**Q:** I charge a small spherical dot one electron at a time and record the potential at which each electron enters. A Kohn-Sham calculation with r2SCAN offers me two candidates for that quantity, the chemical potential and the highest eigenvalue. Shouldn't they agree?

Spherical quantum dot with 1 to 5 electrons, radks 2 with Libxc: non-relativistic spin-polarised Kohn-Sham, r2SCAN, m-averaged shells, greedy filling. The well is −7.37/(1+exp((r−7.52)/0.7)) in effective atomic units (hartree*, bohr*). Chemical potential is E(N)−E(N−1), addition energy E(N+1)+E(N−1)−2E(N); levels are numbered by radial order.

| electrons | chemical potential (hartree*) | unpaired electrons | rms radius (bohr*) | highest eigenvalue (hartree*) | highest level | addition energy (hartree*) |
| --- | --- | --- | --- | --- | --- | --- |
| 1 | -7.214 | 1 | 3.169 | -7.115 | 1s up | n/a |
| 2 | -6.958 | 0 | 3.439 | -6.861 | 1s up | 0.3178 |
| 3 | -6.640 | 1 | 3.737 | -6.550 | 1p up | 0.1864 |
| 4 | -6.454 | 2 | 3.908 | -6.357 | 1p up | 0.1939 |
| 5 | -6.260 | 3 | 4.033 | -6.163 | 1p up | n/a |

**A:** With the exact functional they would. The chemical potential is μ(N) = E(N) − E(N−1), a difference of two total energies for N and N−1 electrons, and the highest eigenvalue ε(N) is the energy of the top occupied Kohn-Sham level of the N-electron run. In exact theory the density far from the dot decays at a rate set by μ and the top orbital at a rate set by ε, which forces the two to be equal. In this table ε lies above μ in every row, by 0.090 to 0.099 hartree* (the star marks the effective atomic units of the host material). Such a difference is rounded to about 0.001, so the mismatch is real and shows that the functional breaks an exact condition.

The rows run through 1s¹, 1s², and then one, two and three electrons in 1p, the lowest level with l = 1. The count of unpaired electrons shows that the 1p electrons have parallel spins. At N = 2 both spins of 1s are filled, so "1s up" is only a label there. The filling comes from a greedy search, and these states are therefore not proven to be the lowest ones.

**Q:** A mismatch tells me that at least one number is wrong. Which one?

**A:** The first row settles it for one electron. There μ(1) is the total energy, no electron-electron interaction exists, and the radial Schrödinger equation in the same well gives the exact answer without any fitted parameter. That exact 1s energy is −7.2138 hartree*, and the table's −7.214 agrees with it within the rounding. The eigenvalue, −7.115, is too high by 0.099, which is the whole mismatch.

The one-electron run is still not exact. Its rms radius, the root-mean-square distance of the density from the centre, is 3.169 bohr* against the exact 3.154, which is 0.5 % too large. An effective potential that keeps some repulsion of the electron with itself pushes the density outwards, and the energy, being stationary, hardly registers so small a change of shape. This comparison holds for N = 1 only and does not certify the energies of the other rows.

**Q:** How can a functional get the energy right and the level of the same electron so wrong?

**A:** The energy is a value and the eigenvalue is a slope. Janak's theorem states ε = dE/df, where f is the occupation of the level. Let h be the kinetic plus well energy of the orbital, J the Hartree energy of its density with itself, and X its exchange energy at f = 1; r2SCAN gives no correlation energy for one electron. The Hartree term is quadratic in the density, while local exchange goes as the density to the power 4/3:

E(f) = f·h + f²·J + f^(4/3)·X

ε − E at f = 1: (h + 2J + 4X/3) − (h + J + X) = J + X/3

The agreement of the total energy with the exact one shows that X ≈ −J in this row, and the mismatch then becomes 2J/3. From the exact 1s density J = 0.1517 hartree*, so the estimate is 2 × 0.1517 / 3 = 0.101, about 2 % above the table's 0.099. Nothing was fitted to obtain this. The approximations are the use of the exact density and the pure 4/3 power, which the gradient terms of r2SCAN alter somewhat.

In words, exchange cancels the self-repulsion at exactly one electron but changes with f at a different rate. The exact energy of a fraction of an electron is the straight line f·h, because a fraction means a statistical mixture of zero and one electron. The functional's curve meets that line at both ends and hangs below it in between. It therefore arrives at f = 1 with a higher, less negative slope than the line, and this difference in slope is the eigenvalue error. The scaling argument is theory, supported by one row.

**Q:** My dots hold several electrons and I have no exact solution for them. Can I see the same fault there from the table alone?

**A:** Yes, in the open 1p shell. Integrating Janak's theorem over the added electron gives μ(N) = ∫ε df. In exact theory ε stays constant while an electron is added and jumps at the integer, so μ(N) equals ε(N). If ε climbs steadily with occupation and has no jump, μ(N) is the mean of ε(N−1) and ε(N). For N = 4 that mean is (−6.550 − 6.357)/2 = −6.4535 against μ = −6.454, and N = 5 agrees within the rounding as well.

Janak's theorem is built into any such self-consistent calculation, so this agreement says nothing about accuracy. It shows the shape of the curve: the two end points and the average are what a nearly linear rise of the 1p level gives, at about 0.19 hartree* per electron. A linear ε means a parabolic E, and the mismatch is then half the slope, 0.097 for the step from four to five electrons. A parabola of slope change s hangs below its chord by s/8 at half filling, here about 0.024 hartree*, a figure inferred from the integer rows and not computed at fractional charge.

The addition energy, E(N+1) + E(N−1) − 2E(N), is the step between successive chemical potentials, and it gives the quickest sign of the fault. The mismatch is 0.48 of the addition energy at N = 3 and 0.50 at N = 4. At N = 4 the 1p up level holds two electrons out of three, so the next electron enters the same level and the eigenvalue gap is zero, yet adding it costs 0.194 hartree* more than the one before. With the shell averaged in the same way, the exact functional would supply the whole of its own addition energy as a jump of the potential at the integer, the derivative discontinuity. Here the same cost is spread smoothly along the filling, half of it before the integer and half after.

**Q:** The mean of neighbouring eigenvalues fails for two and three electrons. Doesn't that spoil the picture?

**A:** It marks where the shortcut applies. The integral must follow the level that receives the electron, and in these two steps that level was not the highest occupied one of the previous row. The second electron enters 1s down, which lacks the exchange lowering of the occupied 1s up level, so the mean starts too low and falls 0.030 hartree* below μ(2). The third enters 1p, and the mean falls 0.0655 below μ(3).

If the 1p level also rose linearly in that step, twice this shortfall, 0.131 hartree*, would be the 1s-1p gap at N = 2. That value lies between the gap of the bare well, 0.149, and the same-spin gaps of the four-electron run, 0.102 and 0.114, which is plausible but rests on the assumed linearity. The same gap explains why the closed shell at N = 2 has the largest addition energy of the table. It also explains why the mismatch is only about a third of the addition energy there, since the gap belongs to the well and not to the curvature.

**Q:** The calculation smears each p electron over three orientations. Could the mismatch come from that averaging alone?

**A:** The control rows say no. One and two electrons fill an s level, need no averaging, and show 0.099 and 0.097 hartree*. The averaging is still a second approximation: 1p¹ and 1p² are treated as three orbitals each one third or two thirds filled, which feeds fractional occupations to a functional that handles fractions badly. Its error is not measured here, and it enters μ for three to five electrons and all three addition energies. For that reason the low mismatch of 0.090 at N = 3 and the difference of 0.0075 between the two open-shell addition energies may be artefacts, and I attach no physics to them.

**Q:** What should I then compare with my measured charging steps, and what would another method give?

**A:** Compare total-energy differences, and don't read the highest eigenvalue as a removal energy. Steps between eigenvalues of successive runs are more usable, because a nearly constant offset cancels. They follow the steps of the chemical potential to within 0.007 hartree* in all four cases, at worst about 4 % of the step. That agreement is internal to the functional, and only the one-electron energy has been held against an exact value.

Within this series the offset doesn't fall as the inverse size of the electron cloud. The well is the same in every row, so dots of different size aren't tested. The rms radius grows by 27 % along the series while the mismatch hardly moves, so their product rises from 0.314 to 0.391 hartree*·bohr*. The size of the level being filled doesn't explain this either: further output of the four-electron run puts the mean radius of 1p up slightly above the rms radius of the whole density, so a product formed with that length would rise at least as much. The cause stays open. The differences used above and the exact one-electron solution are in the output printed after this exchange.

Hartree-Fock on the same dot, with every orbital either full or empty, would be expected to fail in the opposite sense, by standard arguments. Its exchange scales with f² like the Hartree term and cancels the self-repulsion orbital by orbital, so at N = 1 the eigenvalue and the energy would both be exact. With more electrons its eigenvalue describes removal with frozen orbitals, and relaxation of the remaining electrons puts it below the energy difference of the same method. For a semilocal functional filling the next shell with averaged occupations, the rule found here carries over as an argument: the eigenvalue should sit above μ by about half the addition energy while successive electrons enter the same level with the same spin. When the spin changes, the addition energy also contains the exchange splitting and the mismatch is a smaller part of it. The step from one to two electrons shows this, with a mismatch of 0.099 against a potential step of 0.256 hartree*.

Output of the analysis:

```
energies in hartree*, lengths in bohr*; rounding 0.0005 per entry, 0.001 per difference
A. mismatch = highest eigenvalue - chemical potential
N=1 1s up, unpaired 1: mismatch 0.099, mismatch x rms radius 0.314
N=2 1s up, unpaired 0: mismatch 0.097, mismatch x rms radius 0.334
N=3 1p up, unpaired 1: mismatch 0.090, mismatch x rms radius 0.336
N=4 1p up, unpaired 2: mismatch 0.097, mismatch x rms radius 0.379
N=5 1p up, unpaired 3: mismatch 0.097, mismatch x rms radius 0.391
mismatch range 0.090 (N=3) to 0.099 (N=1), mean 0.096
N=1 to 5: chemical potential rises 0.954, rms radius grows 27%
B. steps from N to N+1
N=1: addition energy not printed, potential step 0.256, eigenvalue step 0.254, difference -0.002
N=2: addition energy 0.3178, potential step 0.318, eigenvalue step 0.311, difference -0.007
N=3: addition energy 0.1864, potential step 0.186, eigenvalue step 0.193, difference +0.007
N=4: addition energy 0.1939, potential step 0.194, eigenvalue step 0.194, difference +0.000
addition energy N=2 minus N=3: 0.1314; N=4 minus N=3: 0.0075
mismatch / addition energy: N=2 0.31, N=3 0.48, N=4 0.50
C. mean of eigenvalues at N-1 and N against chemical potential at N
N=2: mean -6.9880, mean - potential -0.0300 (electron enters another spin or shell)
N=3: mean -6.7055, mean - potential -0.0655 (electron enters another spin or shell)
N=4: mean -6.4535, mean - potential +0.0005 (same level fills)
N=5: mean -6.2600, mean - potential +0.0000 (same level fills)
N=3 to 4: slope 0.193 per electron, half slope 0.096, inferred sag at midpoint 0.024
N=4 to 5: slope 0.194 per electron, half slope 0.097, inferred sag at midpoint 0.024
D. exact one electron in the same well
exact 1s energy -7.2138, exact rms radius 3.154
N=1 total energy - exact -0.0002; N=1 eigenvalue - exact +0.0988
N=1 rms radius - exact +0.015 (+0.5%)
self-Hartree energy J 0.1517; energy error / J -0.2%
2J/3 = 0.1012 against mismatch 0.099: error +2%; mismatch / J 0.65
bare 1s-1p gap 0.149; well rise above bottom at r=5: 0.196
E. levels of the N=4 run
1s-1p gap up 0.102, down 0.114; 1p down - 1p up 0.058
1p up holds 2 of 3: eigenvalue gap 0 against addition energy 0.194
```
